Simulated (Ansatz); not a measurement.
Equilibrium of C2H6O2Si ⇌ C2H5O2Si + H at process temperatures

Species: C2H6O2Si `CC(=O)O[SiH3]`, singlet; C2H5O2Si `CC(=O)O[SiH2]`, doublet; H atom, doublet. 

The electronic reaction energy at CCSD(T)/CBS estimate is +416.1 kJ/mol. Shapes: PBE0-D4/def2-TZVP. Flexible molecules stand in one conformer, not always the lowest. Programs: Ansatz 0.2.0. Enthalpy and entropy come from rigid-rotor, harmonic-oscillator sums on unscaled PBE0-D4/def2-TZVP wavenumbers, ideal gases at 1 bar; R ln 2 is added for the mirror twin of the chiral shape of C2H5O2Si. Symmetry numbers: C2H6O2Si 1, C2H5O2Si 1. R = 8.3145 J/(mol K).

| T (K) | ΔH (kJ/mol) | ΔS (J/(mol K)) |
| --- | --- | --- |
| 500 | +399.3 | +132.6 |
| 700 | ? | ? |
| 900 | +402.2 | +137.1 |

Q: Work out ln K at 500 and 900 K, and from these estimate it at 700 K.

A: 
1. 500 K: ΔG = +399.3 − 500 × (+132.6)/1000 = +333.0 kJ/mol; ln K = −ΔG/RT = -80.10.
2. 900 K: ΔG = +402.2 − 900 × (+137.1)/1000 = +278.8 kJ/mol; ln K = −ΔG/RT = -37.26.
3. Slope against 1000/T: (-37.26 − (-80.10))/(1.1111 − 2.0000) = -48.20, that is −ΔH/R with ΔH near +401 kJ/mol.
4. 700 K: ln K = -80.10 + (-48.20) × (1.4286 − 2.0000) = -52.56.

The full sums give ΔH = +401.1 kJ/mol, ΔS = +135.7 J/(mol K), ΔG = +306.1 kJ/mol and ln K = -52.59 at 700 K, so the line is off by +0.03 in ln K; without rounding the miss is +0.04, from the change of ΔH with temperature. The reactants are favoured over this whole range. The number of molecules rises, which sets the sign of ΔS, and lower pressure favours the products. An error of 10 kJ/mol in the energy moves ln K by 1.7 at 700 K. Soft modes are treated as harmonic, which can err either way at these temperatures; the lowest are those of C2H6O2Si (92 cm⁻¹), C2H5O2Si (94 cm⁻¹). Other conformers aren't counted. Open shells run unrestricted. The CBS estimate extrapolates MP2 from def2-TZVPP and def2-QZVPP and adds CCSD(T) − MP2 in the triple-zeta set, cores frozen.

The large endothermicity is essentially the cost of homolysing one Si–H bond, since no new bond forms to repay it. The silyl radical offers little compensation: silicon-centred radicals with such substituents are normally pyramidal, with the unpaired electron in an orbital of considerable s character and only weakly delocalised towards oxygen. The positive ΔS comes mainly from the translational freedom of the released hydrogen atom, but even at 900 K the entropy term offsets only part of the bond energy.

The slight rise in ΔH, from +399.3 to +401.1 and then +402.2 kJ/mol, also has a simple origin. The free atom brings its full translational heat capacity, while the Si–H stretch and bends lost from the reactant are only partly excited. As these modes fill, the gain shrinks, which accounts for the smaller second step and for the nearly straight van 't Hoff line. The unfavourable equilibrium doesn't rule out Si–H scission as a source of chain-carrying radicals, nor does it rank this step against molecular eliminations or cleavage of other bonds.
